# Points on a sphere: optimal arrangements of electron domains

The points-on-a-sphere model turns the VSEPR rule "domains keep as far apart as possible" into a minimisation problem. For two, three and four domains it has a short exact solution that does not depend on the force law. For five and eight domains we compare candidate polyhedra. The margins are small, and for five domains even the sign depends on the force law and on the surroundings. The page ends with the square-pyramidal ion InCl$_5^{2-}$.

## Premises and conventions

1. The $N$ domains around a central atom are equivalent. Each is a point at the same distance $R$ from the nucleus, given by a unit vector $\mathbf x_i$.
2. The shape-dependent energy is a sum of pair repulsions that depend only on the chord $r_{ij}=|\mathbf x_i-\mathbf x_j|$, in units of $R$:

$$E_n=\sum_{i<j} r_{ij}^{-n},\qquad n>0 .$$

3. Nothing else depends on the angles. The interaction of each point with the centre is the same in every arrangement and is dropped.

$E_n$ is dimensionless, in units of the energy $\varepsilon$ of one pair at separation $R$. For $n=1$ and point charges $-qe$, $\varepsilon=q^2e^2/4\pi\varepsilon_0R$; this case is the Thomson problem. Pauli repulsion between electron pairs does not follow a power law, so $n$ is a hardness parameter. We write $m=n/2$. Two points that subtend the angle $\gamma$ at the centre have $r^2=2-2\cos\gamma$, that is $r=2\sin(\gamma/2)$. Angles are printed in degrees, and derivatives are taken per radian.

## Step 1: the sum of squared distances

Let $\mathbf S=\sum_i\mathbf x_i$. Since $|\mathbf x_i|=1$,

$$|\mathbf S|^2=N+2\sum_{i<j}\mathbf x_i\cdot\mathbf x_j .$$

There are $M=N(N-1)/2$ pairs, each with $r_{ij}^2=2-2\,\mathbf x_i\cdot\mathbf x_j$. Summing,

$$\sum_{i<j}r_{ij}^2=N(N-1)-\left(|\mathbf S|^2-N\right)=N^2-|\mathbf S|^2\le N^2 .$$

Equality holds exactly when the centroid of the points is the centre of the sphere. The mean squared distance $\bar t$ therefore obeys $\bar t\le N^2/M=2N/(N-1)$.

## Step 2: convexity gives a lower bound

Write each pair energy as $f(t)=t^{-m}$ with $t=r^2$. For $m>0$,

$$f'(t)=-m\,t^{-m-1}<0,\qquad f''(t)=m(m+1)\,t^{-m-2}>0 .$$

A strictly convex function lies above its tangent: $f(t)\ge f(\bar t)+f'(\bar t)(t-\bar t)$, with equality only at $t=\bar t$. Summed over the $M$ pairs the linear terms cancel by the definition of $\bar t$, which leaves $E_n\ge Mf(\bar t)$. Because $f$ decreases and $\bar t\le 2N/(N-1)$,

$$E_n\ \ge\ \frac{N(N-1)}{2}\left(\frac{N-1}{2N}\right)^{n/2}.$$

Both inequalities become equalities only if every $r_{ij}^2$ equals $2N/(N-1)$, which means

$$\cos\gamma_{ij}=1-\frac{N}{N-1}=-\frac{1}{N-1}\quad\text{for all pairs.}$$

## Step 3: when the bound is attained

The scalar products form the Gram matrix $G_{ij}=\mathbf x_i\cdot\mathbf x_j$. At equality

$$G=\frac{N}{N-1}\,\mathbb 1-\frac{1}{N-1}\,J ,$$

where $J$ has all entries equal to one. $J$ has the eigenvalue $N$ once and $0$ otherwise, so $G$ has the eigenvalue $0$ once and $N/(N-1)$ with multiplicity $N-1$. Its rank is $N-1$. The rank of a Gram matrix is the dimension spanned by the vectors, which is at most three. The bound is thus attained only for $N\le4$. There it is attained, since a positive semidefinite matrix of rank at most three is the Gram matrix of vectors in space, fixed up to rotation and reflection.

| $N$ | $\cos\gamma$ | $\gamma$ | shape | $E_1$ |
|---|---|---|---|---|
| 2 | $-1$ | 180° | line | 0.5 |
| 3 | $-1/2$ | 120° | equilateral triangle on a great circle | 1.7321 |
| 4 | $-1/3$ | 109.47° | regular tetrahedron | 3.6742 |

These are the unique global minima for every $n>0$. The proof used only that the pair energy is decreasing and strictly convex in $r^2$, so it holds for any such force law. For $N\ge5$ the bound is true but unreachable. With $n=1$ it gives 6.3246 for $N=5$ and 18.520 for $N=8$.

## Step 4: five points

**Trigonal bipyramid (TBP, $D_{3h}$).** There is no free parameter. The ten pairs are one axial–axial ($r=2$), six axial–equatorial ($r=\sqrt2$) and three equatorial–equatorial ($r=\sqrt3$):

$$E_n^{\rm TBP}=2^{-n}+6\cdot2^{-n/2}+3\cdot3^{-n/2},\qquad E_1^{\rm TBP}=\tfrac12+3\sqrt2+\sqrt3=6.4747 .$$

**Square pyramid (SP, $C_{4v}$).** The apex is at the pole and four basal points lie at the polar angle $\theta$, the apical–basal angle. There are four apical–basal pairs with $r=2\sin(\theta/2)$. The basal points lie on a circle of radius $\sin\theta$, which gives four cis pairs with $r=\sqrt2\sin\theta$ and two trans pairs with $r=2\sin\theta$:

$$E_n^{\rm SP}(\theta)=4\left(2\sin\tfrac\theta2\right)^{-n}+B\,\sin^{-n}\theta,\qquad B=4\cdot2^{-m}+2\cdot2^{-2m}.$$

The derivative is

$$\frac{dE_n^{\rm SP}}{d\theta}=-4n\left(2\sin\tfrac\theta2\right)^{-n-1}\cos\tfrac\theta2-nB\,\frac{\cos\theta}{\sin^{n+1}\theta}.$$

Multiply by $\sin^{n+1}\theta/n$ and use $\sin\theta=2\sin\frac\theta2\cos\frac\theta2$. The condition for a stationary point becomes $4\cos^{n+2}(\theta/2)=-B\cos\theta$. With $w=1+\cos\theta=2\cos^2(\theta/2)$ the left side is $4\cdot2^{-m-1}w^{m+1}$, and division by $2\cdot 2^{-m}$ gives

$$w^{\,m+1}=\left(2+2^{-m}\right)(1-w).$$

On $0<w<1$ the left side rises from 0 to 1 and the right side falls to 0, so there is exactly one root; for $w\ge1$ there is none. The energy diverges at both ends of the range of $\theta$, so the root is the minimum of the family, and $w<1$ means $\theta^*>90^\circ$ for every $n$. The central atom lies above the basal plane, inside the pyramid.

For $n=1$ the root is $w=0.7568$, so $\cos\theta^*=-0.2432$ and $\theta^*=104.08^\circ$. The chords are 1.5768 (apical–basal), 1.3718 (cis) and 1.9400 (trans), and

$$E_1^{\rm SP}=2.5367+2.9160+1.0310=6.4837 .$$

The TBP is lower by $\Delta E_1=0.00897$.

**The SP is a saddle point for $n=1$.** Both shapes belong to one $C_{2v}$ family. A pivot sits at the pole, pair A at polar angle $\alpha$ in the $xz$ plane, and pair B at polar angle $\beta$ in the $yz$ plane. A point of A and a point of B have the scalar product $\cos\alpha\cos\beta$, because their horizontal components are perpendicular. Hence

$$E_1(\alpha,\beta)=F(\alpha)+F(\beta)+\frac{4}{\sqrt{2-2\cos\alpha\cos\beta}},\qquad F(x)=\frac{1}{\sin(x/2)}+\frac{1}{2\sin x}.$$

The SP is the diagonal $\alpha=\beta$. The TBP occurs at $(90^\circ,120^\circ)$, with pair A axial, and at $(120^\circ,90^\circ)$, with pair B axial. Moving from one to the other is the Berry pseudorotation. Set $\alpha=\theta+t$ and $\beta=\theta-t$. Then $2\cos\alpha\cos\beta=\cos2\theta+\cos2t$, so the A–B chord has $r^2=2\sin^2\theta+2\sin^2t$, and the second derivative of $4/r$ at $t=0$ is $-8/r^3=-2\sqrt2/\sin^3\theta$. With $(1/\sin x)''=(1+\cos^2x)/\sin^3x$,

$$E_{tt}(\theta)=\frac{1+\cos^2(\theta/2)}{2\sin^3(\theta/2)}+\frac{1+\cos^2\theta-2\sqrt2}{\sin^3\theta}.$$

At $\theta^*$ this is $-0.532$, while the curvature along $\theta$ is $+5.85$. The energy is even in $t$, so the mixed derivative vanishes and the SP is a saddle of the family. Every path within the family from one TBP to the other crosses the diagonal, where the lowest energy is $E_1^{\rm SP}$. The barrier in the family is therefore at least $\Delta E_1$.

**Dependence on hardness.** In terms of $w$ the squared chords of the SP are $2(2-w)$, $2w(2-w)$ and $4w(2-w)$. Measure energies in units of a 90° contact, $\tilde E=2^mE_n$:

$$\tilde E^{\rm SP}=4(2-w)^{-m}+\left(4+2^{1-m}\right)\left[w(2-w)\right]^{-m},\qquad \tilde E^{\rm TBP}=6+3\left(\tfrac23\right)^m+2^{-m}.$$

| $n$ | $\theta^*$ | $(E^{\rm SP}-E^{\rm TBP})/E^{\rm TBP}$ |
|---|---|---|
| 1 | 104.08° | +0.139 % |
| 2 | 103.56° | +0.366 % |
| 6 | 101.32° | +1.486 % |
| 12 | 98.86° | +1.120 % |
| 16 | 97.77° | −0.415 % |

The difference is still positive at $n=15$ and negative at $n=16$. The large-$n$ limit shows why. Put $x=1-w$. The root condition forces $x\to0$, since otherwise its left side would vanish and its right side would not. Then $(1-x)^{m+1}\to0$ requires $mx\to\infty$, so $(2-w)^{-m}=(1+x)^{-m}\to0$. Taking logarithms of the condition gives $mx\le\ln(1/2x)$, so $mx^2\to0$ and $[w(2-w)]^{-m}=(1-x^2)^{-m}\to1$. Thus $\tilde E^{\rm SP}\to4$ against $\tilde E^{\rm TBP}\to6$. A slight opening of $\theta$ relieves the four apical contacts at almost no cost to the four cis contacts, whereas the TBP has six contacts at 90°.

## Step 5: eight points

Take two squares at heights $\pm h$ with $h=\cos\theta$, one rotated by $\varphi$ against the other about the fourfold axis. Each square has four cis and two trans pairs as in Step 4. For a pair from different squares with azimuth difference $\psi$, the vertical separation is $2h$ and the horizontal chord squared is $2(1-h^2)(1-\cos\psi)$:

$$r^2=4h^2+2(1-h^2)(1-\cos\psi),\qquad \psi=\varphi+k\cdot90^\circ,\quad k=0,1,2,3,$$

and each value of $k$ occurs four times.

**Cube.** Here $\varphi=0$ and $h^2=1/3$, so $\theta=54.74^\circ$. It has 12 edges of length $2/\sqrt3$, 12 face diagonals of length $\sqrt{8/3}$ and 4 body diagonals of length 2:

$$E_1^{\rm cube}=6\sqrt3+3\sqrt6+2=10.3923+7.3485+2=19.7408 .$$

Each vertex lies on a threefold axis, so the tangential force on it vanishes and the cube is stationary for every $n$.

**The cube is never a minimum.** At $h^2=1/3$ the inter-square chords are $r^2=\frac43(2-\cos\psi)$, and a twist leaves the chords inside each square unchanged. For $g(\psi)=(2-\cos\psi)^{-m}$,

$$g''=-m\cos\psi\,(2-\cos\psi)^{-m-1}+m(m+1)\sin^2\psi\,(2-\cos\psi)^{-m-2}.$$

This equals $-m$ at $\psi=0$, $m\,3^{-m-1}$ at 180°, and $m(m+1)2^{-m-2}$ at 90° and at 270°. Summing with the factor $4(3/4)^m$,

$$\left.\frac{\partial^2E_n}{\partial\varphi^2}\right|_{\rm cube}=4m\left(\tfrac34\right)^m\left[-1+3^{-m-1}+(m+1)\,2^{-m-1}\right].$$

The function $z\,2^{-z}$ has its maximum $1/(e\ln2)=0.531$ at $z=1/\ln2$, and $3^{-m-1}<1/3$. The two positive terms add to less than 0.864 plus rounding, which is below one, so the bracket is negative for every $n>0$. For $n=1$ the curvature is $-0.480$. The four eclipsed pairs ($\psi=0$) drive the twist.

**Square antiprism ($D_{4d}$).** At $\varphi=45^\circ$ eight pairs have $\cos\psi=+1/\sqrt2$ and eight have $-1/\sqrt2$. With $y=h^2$ and $a_\pm=2\pm\sqrt2$,

$$E_1^{\rm SAP}(y)=\frac{2(2\sqrt2+1)}{\sqrt{1-y}}+\frac{8}{\sqrt{a_-+a_+y}}+\frac{8}{\sqrt{a_++a_-y}} .$$

Each term is the inverse square root of a positive linear function of $y$ and hence convex, so a stationary point is the single minimum. The condition

$$\frac{2\sqrt2+1}{(1-y)^{3/2}}=\frac{4a_+}{(a_-+a_+y)^{3/2}}+\frac{4a_-}{(a_++a_-y)^{3/2}}$$

has the root $y=0.3141$, so $h=0.5604$ and $\theta=55.91^\circ$, slightly flatter than the cube. The energy is

$$E_1^{\rm SAP}=9.2452+6.2127+4.2174=19.6753 ,$$

lower than the cube by 0.0655, or 0.33 %.

## Range of validity

- **Proved globally:** line, triangle and tetrahedron for $N=2,3,4$, for all $n>0$, under premises 1 to 3.
- **Proved as comparisons only:** the TBP lies below the best SP for the tabulated $n\le12$ and for $n=15$, and above it for $n=16$ and for very large $n$; the antiprism lies below the cube for $n=1$; the cube is unstable for all $n$. That the TBP is the global minimum for $n=1$ is a computer-assisted theorem of R. E. Schwartz and is not derived here. Nor does this page show that the antiprism beats every other arrangement of eight points.
- **Equivalent domains:** lone pairs, multiple bonds and unlike ligands break premise 1. The equal-distance argument of Step 2 then fails, and angles depart from the table of Step 3.
- **No directional term from the centre:** partly filled d shells (ligand-field stabilisation, Jahn–Teller distortion), $\pi$ bonding and chelate rings break premise 3. Square-planar $d^8$ complexes are the standard example.
- **No environment:** a crystal or solvent field also breaks premise 3. It matters most where the margin is small, as for $N=5$.
- **No absolute energy scale:** only for charged ligands with $n=1$ does $\varepsilon$ follow from a formula, and then it depends on the assumed charge.

## Illustration: InCl$_5^{2-}$

**Domain count.** The ion has $3+5\times7+2=40$ valence electrons. Five chlorine octets use all of them, so In(III), with its closed $4d^{10}$ shell, carries five bonding domains and no lone pair. This is an AX$_5$ case with five points, not an AX$_5$E case with six. We place the points at the chlorine nuclei and take $n=1$, since the ligands are charged.

**Inputs.** The In–Cl distance is taken as $R=2.45$ Å, an approximate typical value. For the chlorine charge we use the formal value $q=1$ and an assumed reduced value $q=0.7$.

**Free ion.** For $q=1$, $\varepsilon=14.40\ \text{eV Å}/2.45\ \text{Å}=5.88$ eV $=567$ kJ/mol. The model's best SP has $\theta^*=104^\circ$ and a cis Cl···Cl distance of $1.3718R=3.36$ Å. It lies above the TBP by

$$\Delta E=0.00897\,\varepsilon=0.053\ \text{eV}=5.1\ \text{kJ/mol}\quad(q=1),\qquad 2.5\ \text{kJ/mol}\quad(q=0.7).$$

$RT$ at 298 K is 2.5 kJ/mol. A gap this small has to be set against what the model leaves out.

**Unequal bond lengths: negligible.** The radial component of the force of $j$ on $i$ is $(\mathbf x_i-\mathbf x_j)\cdot\mathbf x_i/r_{ij}^3=1/(2r_{ij})$, because $1-\cos\gamma=r^2/2$. The outward force on site $i$ is thus $V_i/2$ in units of $\varepsilon/R$, with $V_i=\sum_{j\ne i}1/r_{ij}$. The values are 2.621 (axial) and 2.569 (equatorial) in the TBP, and 2.537 (apical) and 2.608 (basal) in the SP. The model therefore lengthens axial bonds in the TBP and basal bonds in the SP. The mean force is absorbed in $R$. With independent harmonic bonds of assumed force constant $k=100$ N/m ($6.24$ eV/Å$^2$) and $q=1$, the apical bond is shorter than the basal ones by 0.014 Å. The energy gained, $\sum_i(V_i-\bar V)^2(\varepsilon/2R)^2/2k$, is 0.04 kJ/mol in either shape.

**Short-range repulsion: comparable.** Add an $r^{-12}$ term worth $u$ per 90° contact (3.46 Å). The TBP is rigid and receives $u\tilde E^{\rm TBP}$. For the SP, the minimum of the sum over $\theta$ is at least the sum of the separate minima and at most the value at 104.08°. From the formulas for $\tilde E$ with $m=6$, the gap grows by between $0.070u$ and $0.62u$. For an assumed $u=5$ kJ/mol this is 0.35 to 3.1 kJ/mol. The sign of the gap survives, but not even its first digit is secure.

**Crystal field: decisive.** Represent the anisotropic part of the surroundings by a uniform ring of charge $+Ze$ and radius $D>R$ around indium, perpendicular to the pivot axis. Expand the inverse distance between a ligand and a ring element as $\sum_l R^lD^{-l-1}P_l(\cos\gamma)$. By the addition theorem the average of $P_l(\cos\gamma)$ over the ring is $P_l(0)P_l(\cos\theta_i)$, where $\theta_i$ is the polar angle of the ligand. The $l=0$ term does not depend on shape, odd terms vanish because $P_l(0)=0$, and $P_2(0)=-\frac12$. For ligand charge $-qe$ the leading term, in units of $\varepsilon$, is

$$W=\lambda\sum_iP_2(\cos\theta_i),\qquad \lambda=\frac{Z}{2q}\left(\frac RD\right)^3 .$$

In the $C_{2v}$ family $W=\lambda\,[1+2P_2(\cos\alpha)+2P_2(\cos\beta)]$. The bracket is $-1/4$ at the TBP and $-0.645$ at the SP with $\theta^*$, so a positive ring favours the SP. With $P_2(\cos x)=(1+3\cos2x)/4$ the derivatives on the diagonal are $W_\theta=-6\lambda\sin2\theta$ and $W_{tt}=-12\lambda\cos2\theta$. The SP turns stable along the Berry coordinate when the total slope in $\theta$ and the total curvature in $t$ vanish together:

$$-\frac{\cos(\theta/2)}{\sin^2(\theta/2)}-(2\sqrt2+1)\frac{\cos\theta}{\sin^2\theta}=6\lambda\sin2\theta,\qquad E_{tt}(\theta)=12\lambda\cos2\theta .$$

Eliminating $\lambda$ and solving for the angle gives $\theta=102.9^\circ$ and $\lambda^*=0.044$. Below $\lambda^*$ the SP remains a saddle and the family relaxes to a $C_{2v}$ shape off the diagonal. Above it the SP is a minimum along $t$; distortions outside the family are not examined here. For an assumed cation distance $D=6$ Å, $(D/R)^3=14.7$, and

$$Z^*=2q\lambda^*(D/R)^3=1.3\quad(q=1),\qquad 0.9\quad(q=0.7).$$

The next term has $P_4(0)=3/8$ and an extra factor $(R/D)^2$. With $P_4(\cos x)=(9+20\cos2x+35\cos4x)/64$, its curvature along $t$ at this angle has the same sign as the $l=2$ curvature and 0.20 of its size, so $Z^*$ should be read as about one elementary charge.

All these numbers are the model's and rest on the assumed $R$, $q$ and $D$. For the free ion the model prefers the TBP by a few kJ/mol. As typical knowledge, InCl$_5^{2-}$ is square-pyramidal in its tetraethylammonium salt, so the bare model misses that structure in the sign of the gap and not merely in its size. Within the model, an unbalanced equatorial charge of about one $e$ at 6 Å is enough to turn the pyramid, with an apical–basal angle near 103°, from a saddle into a minimum along the Berry coordinate.